# Forcing a moment into CoSi3

## A soft start and a steep climb

Two magnitudes are worth keeping. Magnetising this cell to about 0.4 μB costs nothing that a PBE calculation at these settings can resolve, while forcing in 2.25 μB costs more than 100 meV per atom. A moment can therefore be easy to start and expensive to enlarge. What do the next two steps cost, and where does the extra moment go?

Scalar-relativistic PBE calculations with Ansatz 0.2.0 (plane-wave PAW, collinear spin) for D0_3-type CoSi3, 4 atoms in the cell, at fixed conventional a = 5.897 Å. The cutoff is 420 eV, the k mesh 12×12×12 and the Gaussian smearing 0.1 eV. Energies are extrapolated to zero smearing and count from the lowest point of the curve; pressure is positive in compression.

```csv
held cell moment (μB),energy above lowest (meV/atom),pressure (GPa),largest site moment (μB)
0,0.3,0.01,0.00
0.38,0.0,-0.03,0.39
0.75,6.4,-0.16,0.68
1.12,28.4,0.19,0.92
1.5,56.8,0.73,1.16
1.88,93.6,1.33,1.35
2.25,141.7,2.31,1.52
2.62,?,?,?
3,?,?,?
```

The states at 0 and 0.38 μB differ by only 0.3 meV/atom. Even their order isn't firm. The tabled energies are extrapolated to zero smearing; the free energy at the actual smearing of 0.1 eV puts 0 μB lower by 0.2 meV/atom. No denser mesh was tried, and PBE can overrate weak itinerant magnetism. The table thus shows a flat bottom; whether CoSi3 would magnetise by itself stays open. From 0.38 μB on, each known step costs more than the one before.

## What the slope measures

Holding a moment means keeping more electrons in one spin direction than in the other. Turning over one electron raises the moment $M$ by 2 μB. It also takes the electron from the lower Fermi level, that of the minority spin, to the higher one of the majority spin. The energy $E$ of the cell therefore changes as

$$\frac{dE}{dM}=\frac{\varepsilon_\uparrow-\varepsilon_\downarrow}{2},$$

with $\varepsilon_\uparrow$ and $\varepsilon_\downarrow$ the two Fermi levels and $M$ in μB.

The last known step has a slope of 130 meV/atom per μB. Four atoms and the factor of two turn this into a separation of about 1.0 eV between the Fermi levels. That is the net price per turned electron averaged over this step, after exchange has paid its share. At 2.25 μB itself it is higher, since the slope is still rising.

## Why the price rises

Two contributions compete. Majority electrons must enter ever higher levels, and minority electrons are taken from ever deeper ones, which costs band energy. Exchange returns part of it, because parallel spins on the same atom lower their energy. With $n$ the density of states per spin and $I$ the exchange strength, the simplest Stoner picture gives

$$E\approx\frac{M^2}{4}\left(\frac{1}{n}-I\right).$$

Many states at the Fermi level make the first term small. Where $1/n$ comes close to $I$, the two terms nearly cancel and the bottom becomes flat.

Even with $n$ and $I$ fixed, the factor $M^2$ makes each equal step dearer than the last. From 1.12 to 1.88 μB the known energies rise almost in step with $M^2$, by about 29 meV/atom per μB². The next step takes about 31. This near constancy hides a change. With $n$ and $I$ fixed, the slope would grow by the same amount from each step to the next. After an early jump from 17 to 59 meV/atom per μB, the known slopes are 75, 97 and 130, so they grow by 15, 22 and 33. The curve stiffens all the way from 1.12 μB, and this needs a further cause.

A clue is where the moment sits. The largest site moment almost equals the cell moment at 0.38 μB, but at 2.25 μB it is only 1.52 μB. The rest lies on other atoms or between them. At 1.88 μB, for which the moments of all four sites are at hand, the other three atoms hold about 0.37 of the remaining 0.53 μB.

The site isn't named, but it is almost certainly cobalt. Its compact 3d states have strong exchange, while the broad s and p states of silicon could hardly carry 1.5 μB on one atom. Those d states are expected to be mostly filled, so their supply of spin is limited. Further moment would then involve broad states shared with silicon, which cost more band energy and return less exchange. This argument fits the falling share of the site. That share, however, is already down to 0.78 between 0.38 and 0.75 μB, far from any limit of the d shell, so a shortage can't be the whole cause, and a density of states would be needed to settle it. The abrupt rise between 0.75 and 1.12 μB probably has a more local cause. The smearing entropy term, which grows with the number of states near the two Fermi levels, falls from 16 meV per cell at 0 μB to 8 at 0.75 μB, then returns to 15 at 1.12 μB. Where such states are few, a small added moment drives the two levels far apart. Beyond 1.12 μB the term falls again, to 11 meV at 1.88 μB, so the steady stiffening also goes along with fewer such states. The term counts both spins together and can't tell which of them runs short.

The fixed volume is a weaker suspect. With a guessed bulk modulus of 150 GPa, letting the cell expand at 2.25 μB would release energy of the order of 1 meV/atom, a small part of the cost.

## Two continuations and a forecast

The first continuation is a Landau form, a constant plus terms in $M^2$ and $M^4$, fitted to the seven known rows. It should overshoot, because its $M^4$ term also has to imitate the soft bottom. The second, called constant stiffness below, keeps the average rise per μB² found between 1.12 and 2.25 μB. It should undershoot, because it ignores the growing stiffness. The forecast is their midpoint, with their full gap as the error bar on either side.

For 2.62 μB, constant stiffness adds $29.75\times(2.62^2-2.25^2)\approx53.6$ meV/atom to the last known energy of 141.7, which gives 195.3. The Landau form gives 205.6. The midpoint is about 200 meV/atom.

Pressure should grow in step with the cost. Expansion narrows the bands and so makes the moment cheaper, which means that a magnetised cell pushes outwards. The forecast continues the average ratio of pressure to energy between 1.12 and 2.25 μB. This ratio fails at small moments: at 0.75 μB the pressure is slightly negative, though the program warned that its convergence threshold was loose for stresses, so so small a value shouldn't be read closely. For the largest site, a saturating curve through the known rows is continued. The bars on pressure and site moment are judgements.

The forecasts for 2.62 and 3 μB, in this order, are:

- **Energy:** 200 ± 10 and 274 ± 30 meV/atom.
- **Pressure:** 3.4 ± 0.4 and 4.8 ± 1.0 GPa.
- **Largest site moment:** 1.66 ± 0.05 and 1.79 ± 0.10 μB.

There should be no second minimum, and each step should cost more than the one before. Pressure should stay positive and grow, and the largest site should take less than half of each added moment. A band edge or a peak in the density of states could break this smooth continuation.

## The computed values

The withheld rows as computed:

```csv
held cell moment (μB),energy above lowest (meV/atom),pressure (GPa),largest site moment (μB)
2.62,203.7,3.55,1.67
3,284.2,4.89,1.81
```

All six values fall inside their bars, and the four qualitative forecasts hold. Before rounding, the energy forecasts are too low by 3 and 10 meV/atom, or about 2 and 4 % of the computed energies. The two continuations erred in the expected directions, but not equally. The Landau form alone was closer, too high by only 2 and 5 meV/atom, so the midpoint gave constant stiffness too much weight; the ever faster rise of the known slopes had warned of this. The closeness of the Landau form is partly luck. Its $M^4$ coefficient is 0.96 ± 0.43 and its leave-one-out error about 4 meV/atom, so the direction of its miss confirms little.

The pressure forecasts are low by 0.1 GPa in both rows. At 3 μB two errors partly cancel. The energy fed into the forecast was 10 meV/atom too low, which at 0.019 GPa per meV/atom removes about 0.2 GPa; the assumed ratio was itself slightly too high.

The site moments are low by only 0.01 and 0.02 μB. The largest site took about 0.4 of each added moment, so the spill to the rest of the cell went on. The saturating curve describes this well, but its distant limit is no physical ceiling for the site.

## What the far curve can't tell

The Landau form does well at large moments and badly at the bottom. Its $M^2$ coefficient would make 0.38 μB cost $23.8\times0.38^2\approx3.4$ meV/atom, where the calculation finds no cost. The Stoner criterion concerns the curvature at zero moment, set by states close to the Fermi level. The far curve averages over a much wider range of band energies. A stiff far curve is therefore no evidence against a weak spontaneous moment.

Two further questions lie outside the table. The cell holds a single cobalt atom, so antiferromagnetic order between cobalt atoms is excluded from the start. The stability of this D0_3 structure wasn't tested either, so the curve describes a model cell, which need not be a structure that CoSi3 adopts. The output below gives the slopes, the site shares and every miss.

Numerical output:

```
fit of en on 7 rows: constant -3.023 +/- 1.9, coefficient of m**2 23.83 +/- 2.2, coefficient of m**4 0.9567 +/- 0.43; rms 2.13, worst 0.75 4.28, leave-one-out rms 3.79
  rows outside the fit (model, value, miss): 2.62 205.6, 203.7, 1.93; 3.0 288.9, 284.2, 4.74
fit of largest_site_moment on 7 rows: coefficient of m/(1 + m/s) 1.093 +/- 0.0039, s 3.612; rms 0.0079, worst 1.12 0.0144, leave-one-out rms 0.0112
  rows outside the fit (model, value, miss): 2.62 1.66, 1.67, -0.0103; 3.0 1.791, 1.81, -0.0188
Steps from the row before:
   row  slope meV/atom per muB  Fermi level separation eV  share of added moment on largest site  moment outside largest site muB  Landau less computed meV/atom
   0.0                     n/a                        n/a                                    n/a                                0                         -3.323
  0.38                 -0.7895                  -0.006316                                  1.026                            -0.01                          0.438
  0.75                    17.3                     0.1384                                 0.7838                             0.07                          4.284
  1.12                   59.46                     0.4757                                 0.6486                              0.2                       -0.02519
   1.5                   74.74                     0.5979                                 0.6316                             0.34                         -1.362
  1.88                   96.84                     0.7747                                    0.5                             0.53                        -0.4472
  2.25                     130                       1.04                                 0.4595                             0.73                         0.4353
  2.62                   167.6                      1.341                                 0.4054                             0.95                          1.935
   3.0                   211.8                      1.695                                 0.3684                             1.19                          4.738
Forecasts (only the last two rows count):
   row  energy meV/atom  energy bar  energy miss  pressure GPa  pressure bar  pressure miss  site moment muB  site bar  site miss
   0.0           -5.972       5.898       -6.272       -0.4532             0        -0.4632                0         0          0
  0.38           -2.094       5.063       -2.094       -0.3806             0        -0.3506           0.3758         0   -0.01423
  0.75            9.249        2.87        2.849       -0.1683             0      -0.008337           0.6788         0  -0.001245
  1.12            28.39     0.02519     -0.01259        0.1898             0     -0.0002356           0.9344         0    0.01436
   1.5            56.73       2.584     -0.07034        0.7201             0      -0.009913            1.158         0  -0.001636
  1.88            94.69       3.083        1.094          1.43             0         0.1005            1.351         0   0.001372
  2.25            141.9      0.4353       0.2177         2.314             0       0.004073            1.515         0  -0.004742
  2.62            200.5       10.32       -3.227          3.41           0.4        -0.1403             1.66      0.05   -0.01031
   3.0            273.9       30.09       -10.31         4.784             1        -0.1065            1.791       0.1   -0.01881
Constant-stiffness slope in M^2, meV/atom per muB^2: 29.75
Relative fall of the cost per relative rise in volume: 1.496
Rough strain energy released at 2.25 muB if the cell could expand, meV/atom: 1.422
```
